# Born lifetime, Lorentzian spectral function and mean free path for uncorrelated disorder

## Statement

**Conventions.** Electrons are independent, the lattice is static and the disorder conserves spin. $H=H_0+V$, where $H_0$ has eigenvalues $\varepsilon_{\mathbf k}$. The retarded Green's function is $G=(E+i0-H)^{-1}$, an overbar is the average over configurations, and $A(\mathbf k,E)=-\pi^{-1}\,\mathrm{Im}\,\overline G(\mathbf k,E)$ has unit area in $E$. The mean of the potential is absorbed in $\varepsilon_{\mathbf k}$, so that $\overline V=0$. Two forms of uncorrelated disorder are covered.

- Site disorder: independent site energies of variance $s^2$, with $s^2=W^2/12$ for a box of full width $W$ and $s^2=x(1-x)\Delta^2$ for a binary alloy of concentration $x$ and level difference $\Delta$. The density of states $\rho_{\rm s}$ is per spin and per site.
- White noise: $\overline{V(\mathbf r)V(\mathbf r')}=\gamma\,\delta(\mathbf r-\mathbf r')$, with $\gamma=n_iu^2$ for point scatterers of strength $u$ placed at random with density $n_i$. The density of states $\rho_0$ is per spin and per volume.

**General result.** To second order in $V$:

1. $\Gamma\equiv\hbar/\tau=-2\,\mathrm{Im}\,\Sigma=2\pi s^2\rho_{\rm s}(E)$ or $2\pi\gamma\rho_0(E)$, independent of $\mathbf k$.
2. $A(\mathbf k,E)=\dfrac1\pi\dfrac{\Gamma/2}{(E-\varepsilon_{\mathbf k}-\mathrm{Re}\,\Sigma)^2+(\Gamma/2)^2}$, a Lorentzian of full width at half maximum $\Gamma$. The form is exact in $\varepsilon_{\mathbf k}$ at fixed $E$, and holds in $E$ at fixed $\mathbf k$ as far as $\Sigma(E)$ is constant across the line.
3. For an isotropic band with velocity $v$, $\ell=v\tau$ and $\overline G(r)=G_0(r)\,e^{-r/2\ell}$ for $k\ell\gg1$, with $\mathrm{Re}\,\Sigma$ absorbed in the energy.

The result needs weak single scatterers, $\pi\rho_0|u|\ll1$, and rare scattering, $k\ell\gg1$.

**Smallest exact model.** One mode that moves in one direction,
$$H=-i\hbar v\,\partial_x+V(x),\qquad \varepsilon_k=\hbar vk,\qquad \rho_1=\frac1{2\pi\hbar v},$$
obeys all three statements with no approximation when $V$ is Gaussian white noise of strength $\gamma_1$: $\Sigma=-i\gamma_1/2\hbar v$, $\Gamma=2\pi\gamma_1\rho_1$ and $\ell=(\hbar v)^2/\gamma_1$. For any other uncorrelated distribution the exponential decay and the Lorentzian remain exact, and only the value of $\Gamma$ departs from the Born formula, through cumulants beyond the second.

## Proof of the general result

**Self-energy.** On a lattice of $N$ sites, $V=\sum_jv_j|j\rangle\langle j|$ with $\overline{v_iv_j}=s^2\delta_{ij}$. Expand $G=G_0+G_0VG_0+G_0VG_0VG_0+\dots$ and average. The first-order term vanishes. In the second-order term the average forces both potentials onto one site,
$$\overline{VG_0V}=s^2\sum_j|j\rangle\,G_{0,jj}\,\langle j|=s^2G_{00}(E)\,\mathbb 1,\qquad G_{00}(E)=\frac1N\sum_{\mathbf k'}\frac1{E+i0-\varepsilon_{\mathbf k'}} .$$
Comparison with the Dyson equation $\overline G=(G_0^{-1}-\Sigma)^{-1}=G_0+G_0\Sigma G_0+\dots$ gives $\Sigma(E)=s^2G_{00}(E)$. Since $\mathrm{Im}\,(y+i0)^{-1}=-\pi\delta(y)$, $\mathrm{Im}\,G_{00}=-\pi\rho_{\rm s}$, which is statement 1. The intermediate state carries the spin of the initial state, so only one spin direction is counted. For white noise the same step gives $\Sigma=\gamma G_0(\mathbf r,\mathbf r;E)$. The two forms are linked by the atomic volume $\Omega$: $u=\Delta\Omega$, $n_i=x/\Omega$ and $\rho_{\rm s}=\rho_0\Omega$ give $s^2\rho_{\rm s}=(1-x)\,n_iu^2\rho_0$. The factor $1-x$ expresses that a site holds at most one solute atom.

**Line shape.** $\overline G(\mathbf k,E)=[E-\varepsilon_{\mathbf k}-\mathrm{Re}\,\Sigma+i\Gamma/2]^{-1}$, and its imaginary part is statement 2. With $\Sigma$ constant, the pole lies a distance $\Gamma/2$ below the real axis, so the averaged amplitude to remain in $\mathbf k$ falls as $e^{-t/2\tau}$ and its squared modulus as $e^{-t/\tau}$.

**Real space.** For $\varepsilon_k=\hbar^2k^2/2m$ in three dimensions, define $k$ by $E-\mathrm{Re}\,\Sigma=\hbar^2k^2/2m$. With $\Gamma=\hbar v/\ell=\hbar^2k/m\ell$,
$$\overline G(q)=\frac{2m}{\hbar^2}\frac1{\kappa^2-q^2},\qquad \kappa^2=k^2+\frac{ik}{\ell},\qquad \overline G(r)=-\frac{m}{2\pi\hbar^2}\frac{e^{i\kappa r}}{r},$$
where the last form follows by closing the $q$ integral on the pole $q=\kappa$, $\mathrm{Im}\,\kappa>0$. For real $\kappa=k$ this is $G_0(r)$, whose imaginary part at $r\to0$ is $-mk/2\pi\hbar^2=-\pi\rho_0$, so $\rho_0=mk/2\pi^2\hbar^2$. Expanding the root,
$$\kappa=k\left[1+\frac{1}{8(k\ell)^2}\right]+\frac{i}{2\ell}\left[1-\frac1{8(k\ell)^2}\right]+\dots,$$
which is statement 3. The real part of $G_0(\mathbf r,\mathbf r)$ grows with the momentum cutoff; it shifts the band and does not enter $\Gamma$ at this order.

**Fourth order for Gaussian noise.** Two irreducible pairings occur. The nested one replaces $G_0$ by $\overline G$ in $\Sigma$, hence $k$ by $\mathrm{Re}\,\kappa$ in $\rho_0$, a relative change $1/8(k\ell)^2$ once the band shift is absorbed. The crossed one visits two points alternately, $\Sigma_\times(\mathbf p)=\gamma^2\int d^3r\,e^{-i\mathbf p\cdot\mathbf r}\,G_0(\mathbf r)G_0(-\mathbf r)G_0(\mathbf r)$. On shell, $p=k$,
$$\mathrm{Im}\,\Sigma_\times=-\gamma^2\left(\frac{m}{2\pi\hbar^2}\right)^{3}4\pi\int_0^\infty\frac{\sin3y\,\sin y}{y^2}\,dy=-2\pi^2\gamma^2\left(\frac{m}{2\pi\hbar^2}\right)^{3},$$
the integral being $\pi/2$. The Born formula gives $1/\ell=4\pi\gamma\,(m/2\pi\hbar^2)^2$, so the ratio to the Born term $-\gamma mk/2\pi\hbar^2$ is $\pi/2k\ell$.

## Exact solution of the one-mode model

**One configuration.** The equation $[E-V(x)+i\hbar v\,\partial_x]\,G(x,x')=\delta(x-x')$ is of first order. It requires a jump $-i/\hbar v$ at $x=x'$, and $E+i0$ selects the solution that vanishes for $x<x'$. With $r=x-x'$,
$$G(x,x')=G_0(r)\,e^{-i\Phi},\qquad G_0(r)=-\frac{i}{\hbar v}\,\Theta(r)\,e^{iEr/\hbar v},\qquad \Phi=\frac1{\hbar v}\int_{x'}^{x}V\,dy .$$
The diagonal value is the mean across the jump, $-i/2\hbar v=-i\pi\rho_1$. A point scatterer $u_1\delta(x-x_j)$, read as the limit of a narrow barrier of area $u_1$, adds the phase $\theta=u_1/\hbar v=2\pi\rho_1u_1$. Below, the mean of $V$ is kept, and it appears in $\mathrm{Re}\,\Sigma$.

**Average.** Phases collected on disjoint intervals are independent, so $\overline{e^{-i\Phi}}$ factorises and is an exponential in $r$. Write it as $e^{-i\Sigma r/\hbar v}$. Then $|\overline G/G_0|=e^{-r/2\ell}$ with $\hbar v/\ell=-2\,\mathrm{Im}\,\Sigma$, and
$$\overline G(k,E)=\int_0^\infty dr\,e^{-ikr}\left(-\frac{i}{\hbar v}\right)e^{i(E-\Sigma)r/\hbar v}=\frac1{E-\hbar vk-\Sigma}.$$
The constant $\Sigma$ is thus the exact self-energy. It depends on neither $k$ nor $E$, so $A$ is a Lorentzian in both variables, tails included.

*Gaussian white noise of zero mean.* $\Phi$ is Gaussian with variance $\gamma_1r/(\hbar v)^2$, and $\overline{e^{-i\Phi}}=e^{-\overline{\Phi^2}/2}$. Hence $\ell=(\hbar v)^2/\gamma_1$ and $\Sigma=-i\pi\gamma_1\rho_1$, which is the Born value. The diagrams show why. The crossed term contains $\Theta(r)\Theta(-r)$ and vanishes, as does every term that needs a return path of finite length. The nested terms change nothing, because the diagonal value of $\overline G$ equals that of $G_0$.

*Random point scatterers.* The number $\nu$ of scatterers in a length $r$ is Poisson distributed with mean $n_1r$, so $\overline{e^{-i\nu\theta}}=\exp[n_1r(e^{-i\theta}-1)]$ and
$$\Sigma=i\hbar vn_1(e^{-i\theta}-1),\qquad \mathrm{Re}\,\Sigma=\hbar vn_1\sin\theta,\qquad \frac1\ell=4n_1\sin^2\frac\theta2 .$$
For small $\theta$, $\Sigma\to n_1u_1-i\pi\rho_1n_1u_1^2$: the mean potential and the Born term with $\gamma_1=n_1u_1^2$.

*Site disorder.* Place scatterers of area $\epsilon_jb$ at $x=(j+\tfrac12)b$ and observe at multiples of $b$. The density of states per site is $\rho_{\rm s}=\rho_1b$, and site $j$ adds the phase $2\pi\rho_{\rm s}\epsilon_j$. Across $n$ sites $\overline{e^{-i\Phi}}=\varphi^n$ with $\varphi=\overline{e^{-2\pi i\rho_{\rm s}\epsilon}}$. For a binary alloy with energies $0$ and $\Delta$, and $\theta=2\pi\rho_{\rm s}\Delta$, two sites already show the structure. The four configurations give
$$(1-x)^2+2x(1-x)e^{-i\theta}+x^2e^{-2i\theta}=\varphi^2,\qquad \varphi=1-x+xe^{-i\theta},$$
with $|\varphi|^2=1-4x(1-x)\sin^2(\theta/2)$. For a box centred on zero, $\varphi=\sin(w/2)/(w/2)$ with $w=2\pi\rho_{\rm s}W$. In both cases $b/\ell=-\ln|\varphi|^2$ and $\Sigma=(i\hbar v/b)\ln\varphi$. The expansion of $\ln\varphi$ in the cumulants $c_m$ of $\epsilon$ gives
$$\Sigma=\sum_{m\ge1}\frac{c_m}{m!}(-2\pi i\rho_{\rm s})^{m-1},\qquad \Gamma=2\pi\rho_{\rm s}c_2\left[1-\frac{(2\pi\rho_{\rm s})^2c_4}{12\,c_2}+\dots\right].$$
The term $c_1$ is the virtual-crystal shift, $c_2=s^2$ is the Born term, and odd cumulants only move the line. With $c_4=-W^4/120$ for the box and $c_4=x(1-x)[1-6x(1-x)]\Delta^4$ for the alloy, the bracket is $1+w^2/120$ and $1-[1-6x(1-x)]\theta^2/12$. For Poisson scatterers it is $1-\theta^2/12$.

Because this $\overline G$ is sampled on a lattice, its Fourier sum is periodic. With $\lambda=b/2\ell$, $\psi=(E-\mathrm{Re}\,\Sigma-\hbar vk)\,b/\hbar v$ and the diagonal value for $n=0$,
$$A=\rho_{\rm s}\Big[1+2\sum_{n\ge1}e^{-n\lambda}\cos n\psi\Big]=\rho_{\rm s}\frac{\sinh\lambda}{\cosh\lambda-\cos\psi}=\rho_{\rm s}\sum_{M=-\infty}^\infty\frac{2\lambda}{\lambda^2+(\psi-2\pi M)^2},$$
and each term is a Lorentzian of unit area and full width $\hbar v/\ell$ in $E$.

**What decays.** In every configuration $|G|=1/\hbar v$ for $r>0$. The electron is never reflected, the current is not degraded, and only the phase is randomised. The factor $e^{-r/2\ell}$ therefore describes the averaged amplitude and says nothing by itself about localisation or resistance. The transport rate weights each event by $1-\cos\vartheta$, with $\vartheta$ the scattering angle. It is zero in the one-mode model, and equal to $1/\tau$ for white noise in three dimensions, where scattering is isotropic and $\cos\vartheta$ averages to zero.

**Map to three dimensions.** Since $\rho_0\,\pi/k^2=1/2\pi\hbar v$, a tube of cross-section $S=\pi/k^2$ carries the density of states of the mode. The choices $n_1=n_iS$, $u_1=u/S$, $\gamma_1=\gamma/S$ and $b=\Omega/S$ leave $\gamma\rho$, $u\rho$ and $\rho_{\rm s}$ unchanged, so both systems share $\Gamma$, $\ell$ and the Born parameter. The map extends beyond second order. With the phase shift $\eta=-\theta/2$ the Poisson result reads $1/\ell=n_i\,4\pi\sin^2\eta/k^2$, the density times the $s$-wave cross-section.

## Numbers for a free-electron Cu–Au alloy

Inputs: a typical fcc lattice constant of copper, $a=0.3615$ nm; an assumed single free electron of bare mass per atom; an assumed gold fraction $x=0.01$, with the change of $a$ on alloying ignored; and an assumed $\gamma=n_iu^2=3.9\times10^{-69}$ J² m³, with $u>0$. This $\gamma$ was chosen so that the Drude resistivity reproduces the typical residual resistivity of gold in copper, about 5.5 nΩ m per atomic per cent. All results are the model's. Intermediate values are carried unrounded, and a fourth figure serves only to compare cases within the model.

**Host.** $n=1/\Omega=4/a^3=8.467\times10^{28}$ m⁻³, $k_F=(3\pi^2n)^{1/3}=1.358\times10^{10}$ m⁻¹, $v_F=1.573\times10^6$ m/s, $E_F=1.127\times10^{-18}$ J (7.03 eV) and $\rho_0=3n/4E_F=5.637\times10^{46}$ J⁻¹ m⁻³.

**Scatterer.** $n_i=xn=8.467\times10^{26}$ m⁻³, $u=2.146\times10^{-48}$ J m³, $\Delta=un=1.817\times10^{-19}$ J (1.13 eV) and $\pi\rho_0u=0.380$.

**Born result.** $\Gamma=1.381\times10^{-21}$ J (8.62 meV), $\tau=7.63\times10^{-14}$ s, $\ell=120.1$ nm and $k_F\ell=2E_F/\Gamma=1631$. The line has height $2/\pi\Gamma=4.61\times10^{20}$ J⁻¹ and full width $1/\ell=8.33\times10^6$ m⁻¹ in wave number. The mean potential $n_iu=1.817\times10^{-21}$ J exceeds the width, so the line must be referred to the shifted band. The resistivity $m/ne^2\tau=5.5$ nΩ m returns the value used to choose $\gamma$ and is no test.

**One-mode image.** $S=1.702\times10^{-20}$ m², $\hbar v_F=1.66\times10^{-28}$ J m, $n_1=1.441\times10^7$ m⁻¹ (mean spacing 69.4 nm), $u_1=1.261\times10^{-28}$ J m, $\gamma_1=2.291\times10^{-49}$ J² m, $b=0.694$ nm and $\theta=0.760$. The binary row uses the same $\Delta$ and has $|\varphi|^2=0.99455$. The box row has the variance $s^2=\gamma n$, so that $W=6.295\times10^{-20}$ J and $w=0.263$.

| Disorder | Born $\ell$ (nm) | exact $\ell$ (nm) | $\Gamma/\Gamma_{\rm Born}$, exact | through $c_4$ |
|---|---|---|---|---|
| Gaussian white noise | 120.1 | 120.1 | 1 | 1 |
| box on sites | 120.1 | 120.0 | 1.0006 | 1.0006 |
| Poisson scatterers | 120.1 | 126.0 | 0.9528 | 0.9518 |
| binary sites | 121.3 | 126.9 | 0.9554 | 0.9547 |

At $r=100$ nm, $|\overline G/G_0|$ is 0.659 for Gaussian noise and 0.672 for Poisson scatterers, and the Poisson line is centred $1.647\times10^{-21}$ J above $\hbar vk$. At equal variance, weak disorder on every site is Born-like, while the same variance concentrated on one site in a hundred leaves a correction set by $\theta^2$, which dilution does not reduce.

## Comparison with the general statement

The model reproduces statements 1 to 3 exactly for Gaussian noise. In the three-dimensional gas the terms that it lacks are small for these inputs. The crossed pairing raises $\Gamma$ by the fraction $\pi/2k_F\ell=9.6\times10^{-4}$. The density of states, proportional to $\sqrt E$, varies across the line by the fraction $\Gamma/2E_F=6.1\times10^{-4}$. The decay constant $\mathrm{Im}\,\kappa$ differs from $1/2\ell$ by the fraction $4.7\times10^{-8}$.

Repeated scattering on one atom is the correction that matters. To first order in $n_i$, $\Sigma=n_it$, and for a site potential $t=u/(1-ug)$ with $g=G_0(\mathbf r,\mathbf r)=g'-i\pi\rho_0$. Then
$$\Gamma=2\pi n_i|t|^2\rho_0,\qquad \frac{|t|^2}{u^2}=\frac1{(1-ug')^2+(\pi\rho_0u)^2}.$$
For $g'=0$ the ratio is 0.874, against 0.9528 for the narrow barrier of the one-mode model: the two definitions of a point scatterer agree in $t$ only through second order in $u$. For a parabolic band cut off at $K=2^{1/3}k_F$, which holds one state per atom and spin,
$$g'=\frac{m}{\pi^2\hbar^2}\left[-K+\frac{k_F}2\ln\frac{K+k_F}{K-k_F}\right]=-0.114\,\pi\rho_0,$$
and the ratio becomes 0.81 for $u>0$ and 0.94 for $u<0$. If $u$ is a bare potential of this size, the Born width is therefore too large by a factor that depends on the short-range form. If $u$ is read as the scattering amplitude $|t|$, as is natural when $\gamma$ is fixed through a resistivity, statement 1 holds to first order in $n_i$ for a scatterer of any strength, and $|\sin\eta|=\pi\rho_0|t|$ gives $|\eta|=0.390$.

Two limits concern the real alloy. First, the model keeps only $s$-wave scattering. For the repulsive sign assumed, $\eta=-0.390$ displaces $2\eta/\pi=-0.25$ electron by the Friedel sum rule. Gold has the valence of copper but is oversized in it, and its dilated cell holds one electron where the host would hold more. Blatt's correction then sets the required sum to $-\beta(1+\sigma)/3(1-\sigma)$, with $\beta$ the relative change of the mean atomic volume per unit concentration and $\sigma$ the Poisson ratio of the host. Typical values $\beta=0.45$ and $\sigma=0.34$ give $-0.30$, of the same sign and similar size, so the sum rule does not exclude a pure $s$-wave scatterer. Nor does it establish one, since it fixes only a weighted sum of phase shifts. Both atoms have filled $d$ shells not far below the Fermi level, and a free-electron host omits them. If they add higher partial waves, the scattering is anisotropic: a $\gamma$ chosen through the resistivity then fixes the transport time, and the spectral width need not equal $\hbar$ divided by it. Second, phonons are omitted, which confines the numbers to low temperature. A typical room-temperature resistivity of pure copper, 17 nΩ m, corresponds in the Drude formula to a transport rate 3.1 times the alloy rate found here, and at that temperature both rates enter the mean free path.